**Question.** The Pick–Cohen–Martin formula gives phonons from the inverse dielectric matrix. For silicon, how large must the matrix be? Can I keep only its diagonal, or iterate as DFPT does?

**Answer.**

**The formula.** Gaussian units, $\mathbf K=\mathbf q+\mathbf G$, displacements $\mathbf u_\kappa e^{i\mathbf q\cdot\mathbf R}$. A displaced sublattice of point ions makes a bare potential, the test-charge $\epsilon^{-1}$ screens it, and the force on another ion gives (Pick, Cohen and Martin 1970)

$$\bar C_{\kappa a,\kappa' b}(\mathbf q)=\frac{4\pi Z_\kappa Z_{\kappa'}e^2}{\Omega}\sum_{GG'}\frac{K_aK'_b}{|K||K'|}\,\tilde\epsilon^{-1}_{GG'}\,e^{i(\mathbf K\cdot\boldsymbol\tau_\kappa-\mathbf K'\cdot\boldsymbol\tau_{\kappa'})},$$

$$C_{\kappa\kappa'}(\mathbf q)=\bar C_{\kappa\kappa'}(\mathbf q)-\delta_{\kappa\kappa'}\sum_{\kappa''}\bar C_{\kappa\kappa''}(0),$$

with $\tilde\epsilon_{GG'}=|K|\epsilon_{GG'}/|K'|$. At $q=0$ the $G=0$ row and column are deleted *before* inversion. As $q\to0$, $\sum_{\kappa\kappa'}C$ then tends to a term quadratic in $\sum_\kappa Z^*_\kappa$, so acoustic modes need $\sum_\kappa Z^*_\kappa=0$. A diagonal matrix gives $Z^*_\kappa=Z_\kappa>0$. In Si inversion makes both $Z^*$ equal, so each must vanish.

**A solvable model.** Take longitudinal [100] modes, averaged over planes, with the typical $a=5.431$ Å and $M_{\rm Si}=28.0855$ u. Ion sheets (charge $Ze$ per atom) are $d=a/4=1.358$ Å apart, $\Omega=a^3/8$. Midway sit rigid bond sheets of charge $-Ze$ and profile $e^{-|x|/\lambda}/2\lambda$. Put $\theta=qd$, $t=d/\lambda$, $K_nd=\theta+2\pi n$, $f_n=t^2/[t^2+(\theta+2\pi n)^2]$, $g_n=(-1)^nf_n$, $W=4\pi Z^2e^2/\Omega$. Electrons see an empty-core ion, form factor $\phi_n=\cos K_nr_c$, so $\tilde\epsilon^{-1}\to\delta+\phi\phi'(\tilde\epsilon^{-1}-\delta)$. I choose $r_c=d/2$ for solvability. With the signs of $K_n$ absorbed,

$$\tilde\epsilon_{nn'}=\delta_{nn'}+\frac{g_ng_{n'}}{k},\qquad \tilde\epsilon^{-1}_{nn'}=\delta_{nn'}-\frac{g_ng_{n'}}{k+S_2},$$

$$S_1=\sum_n\phi_ng_n=T\cos\tfrac\theta2,\quad T=\sum_nf_n=\frac{(t/2)\sinh t}{\cosh t-\cos\theta},\quad S_2=\sum_nf_n^2=T-\tfrac t2\partial_tT.$$

The stiffness $kW$ is the curvature of a bond sheet's energy in the static total potential, $k=\sum_{n\ne0}g_n(\phi_n-g_n)|_{q=0}=S_1(0)-S_2(0)$. The bare terms give $\sum_n1-\sum_{n\neq0}1=1$, so

$$\frac CW=1-\frac{S_1^2}{k+S_2}+\frac{[S_1(0)-1]^2}{k+S_2(0)-1}=S_1(0)-\frac{S_1^2}{k+S_2}.$$

With $s=S_1(0)$ and $D_0=k+S_2(0)$, the first form tends at $q\to0$ to $(Z^*/Z)^2/\epsilon_\infty$, where $\epsilon_\infty=D_0/(D_0-1)$ and $Z^*/Z=(D_0-s)/(D_0-1)$. The full sums give $D_0=s$: neutrality is exact.

Fitting $\epsilon_\infty$ to the compiled 11.85 (Skelton 2020) gives $t=1.0614$, $s=1.0922$, $k=0.0905$. At $\theta=\pi$, the zone-centre optical mode, $S_1=0$ and $C=Ws$. Fitting to the compiled 517 cm⁻¹ (Ioffe Institute) gives $W=25.3$ eV/Å² and $Z=1.67$; the remaining valence charge rides on the ion. The target is X ($\theta=\pi/2$): $T=0.4172$, $D=k+S_2=0.1916$, $C/W=0.6378$, and the model's exact $\omega_X=395.1$ cm⁻¹.

**Three methods.** Keep $|n|\le N$, $M=2N+1$, with $k$ fixed. Two matrices enter (X, and the $q=0$ body). I count multiply-adds after filling them, and treat them as dense, since a real $\chi_0$ is not rank one.

*A, direct.* Only $\phi^T\tilde\epsilon^{-1}\phi$ is needed. Cholesky factorisation with forward substitution costs about $M^3/6+M^2$ per matrix: $M^3/3+2M^2$ in all, memory $\propto M^2$. The missing tail of $T$ is $\tau\simeq2\sum_{n>N}t^2/(2\pi n)^2\simeq t^2/\pi^2M=0.114/M$; that of $S_2$ is $O(M^{-3})$. Substituting $T\to T-\tau$ and $s\to s-\tau$,

$$\frac{\delta C}W=\tau\Big(\frac TD-2\Big)+\tau^2\Big(\epsilon_\infty-1-\frac1{2D}\Big),\qquad\frac{\delta\omega_X}{\omega_X}\simeq\frac{0.0159}M+\frac{0.084}{M^2},$$

and $Z^*/Z\simeq(\epsilon_\infty-1)\tau=1.24/M$. The linear terms nearly cancel, so the quadratic term is the larger at $M\le5$.

*B, diagonal.* Inverting each $\tilde\epsilon_{nn}$ costs about $2M$, memory at most $\propto M$. Its terms fall as $f_n^2\propto n^{-4}$, so it converges as $M^{-3}$, to a wrong limit. The head $\tilde\epsilon_{00}=1+1/k=12.05$ lies close to $\epsilon_\infty$, yet $Z^*=Z$ and the acoustic branch ends at $\sqrt{W/M_{\rm Si}\tilde\epsilon_{00}}$, 142.5 cm⁻¹.

*C, self-consistent iteration.* Repeat $x\to x+\beta(\phi-\tilde\epsilon x)$ from $x=\phi$, at $M^2$ per step. Memory is $\propto M^2$, or a few vectors if $\tilde\epsilon x$ is formed without a table. For a spectrum filling $[1,\Lambda]$ the best $\beta$ is $2/(1+\Lambda)$, and I use it. The starting error lies along $g$, with eigenvalue $\Lambda=D/k=2.12$, so each step multiplies it by $r=(1-\Lambda)/(1+\Lambda)=-0.358$. After $m$ steps this adds $S_1^2r^m/D$ to $C/W$, or about $0.356\,r^m$ to $\delta\omega_X/\omega_X$. The body has $r=-0.0092$ and gets three steps, so the cost is $(m+3)M^2$. I keep $m$ even, so that the errors add and no lucky cancellation is scored. C is cheaper than A at equal $M$ when $M>3(m+1)$.

| method | $M$ | $m$ | cost | $\delta\omega_X/\omega_X$ (%) | $Z^*/Z$ |
|---|---|---|---|---|---|
| B | 1 | – | 2 | 7.7 | 1 |
| B | 21 | – | 42 | 7.9 | 1 |
| A | 3 | – | 27 | 1.5 | 0.40 |
| A | 5 | – | 92 | 0.67 | 0.24 |
| A | 21 | – | 3969 | 0.095 | 0.059 |
| C | 21 | 6 | 3969 | 0.17 | 0.059 |
| A | 29 | – | 9812 | 0.065 | 0.043 |
| A | 141 | – | $9.7\times10^5$ | 0.012 | 0.0088 |
| A | 165 | – | $1.55\times10^6$ | 0.00997 | 0.0075 |
| C | 169 | 12 | $4.3\times10^5$ | 0.0099 | 0.0073 |
| C | 257 | 12 | $9.9\times10^5$ | 0.0065 | 0.0048 |

**Cheapest for an accuracy in $\omega_X$.**

- 10 %: B with $M=1$, valid at X and useless for sound waves.
- 1 %: A with $M=5$.
- 0.1 %: A with $M=21$; C needs $M=21$, $m=10$, cost 5733.
- 0.01 %: C with $M=169$, $m=12$, 3.6 times cheaper than A.

**Best inside a budget.**

- $10^2$: A, $M=5$.
- $10^4$: A, $M=29$.
- $10^6$: C, $M=257$, $m=12$.

Neutrality is the harsher test: A with $M=21$ has $\omega_X$ to 0.1 % while $Z^*$ is still $0.059Z$.

**Carrying it over.** In a crystal $M\propto\Omega G_{\max}^3$, and filling $\chi_0$ from $N_v$ valence and $N_c$ conduction bands at $N_k$ points costs $N_kN_vN_cM^2$. DFPT forms $\chi_0x$ from Sternheimer equations, with no table and no conduction-band sum. The $1/M$ law comes from the cusped profile and the chosen $r_c$, so the table belongs to the model. Its slope gives $C_{11}=\lim_{\theta\to0}C/(2a\theta^2)=99$ GPa, 40 % below the compiled 165.64 GPa (Oses 2018).